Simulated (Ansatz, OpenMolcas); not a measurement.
**GaNH2F2 (SMILES [NH2][Ga]([F])[F]): methods side by side**

The species is GaNH2F2 (6 atoms), meant as a singlet with charge 0. SMILES: `[NH2][Ga]([F])[F]`. The shape is that of a PBE0-D4/def2-TZVP optimisation.

```xyz
6

N    -0.2975    0.9637   -0.1727
Ga    0.2842   -0.7153    0.0420
F     1.6850   -1.1016    0.9977
F    -0.4553   -2.0677   -0.7634
H     0.0251    1.7048    0.4257
H    -1.1995    1.1521   -0.5754
```

Quantity: the vertical energy of the triplet above the singlet, in eV. The values are calculated.

| level | kind | program | value (eV) | less CCSD(T)/cc-pVDZ |
| --- | --- | --- | --- | --- |
| HF/cc-pVDZ | Hartree–Fock | Ansatz | 4.87 | -0.68 |
| PBE0/cc-pVDZ | global hybrid | OpenMolcas | 5.21 | -0.34 |
| r2SCAN0/cc-pVDZ | hybrid meta-GGA | Ansatz | 5.19 | -0.36 |
| wB97M-V/cc-pVDZ | range-separated hybrid | Ansatz | 5.50 | -0.05 |
| PBE-QIDH/cc-pVDZ | double hybrid | Ansatz | 5.51 | -0.04 |
| MP2/cc-pVDZ | perturbation theory | Ansatz | 5.82 | +0.27 |
| BCCD(T)/cc-pVDZ | coupled cluster or CI | Ansatz | 5.55 | 0.00 |
| CCSD(T)/cc-pVDZ, open shells restricted | coupled cluster or CI | OpenMolcas | 5.55 | 0.00 |

Differences are taken from CCSD(T)/cc-pVDZ, open shells restricted for orientation; it has basis-set and higher-order errors of its own. All-electron rows without a relativistic Hamiltonian named are non-relativistic. The values span 4.87 to 5.82 eV. A triplet this far above the singlet is often a Rydberg-like or dissociative state; sets without diffuse functions put Rydberg states too high. In the correlated wave-function rows the outer d shell of Ga is correlated, in sets not made for it.

At this geometry every method places the singlet well below the triplet, as expected for closed-shell Ga(III) bound to fluoride and amide. The excitation probably takes an electron from the nitrogen lone pair, which the empty Ga 4p orbital stabilises only weakly, into a Ga 4s-based σ* orbital, giving it ligand-to-metal charge-transfer character.

Hartree–Fock gives the smallest gap, 4.87 eV, probably because it omits the opposite-spin pair correlation that favours the singlet, which has one more electron pair than the triplet. MP2 overshoots in the other direction, at 5.82 eV. PBE0 and r2SCAN0 remain below the coupled-cluster value, whereas wB97M-V and PBE-QIDH nearly reproduce it. The agreement between BCCD(T) and CCSD(T) suggests that the choice of reference orbitals matters little here, though their similar treatment of correlation means that they could share an error.

The vertical gap doesn't give the energy of the relaxed triplet, which could lie considerably lower if the Ga–N bond lengthens.
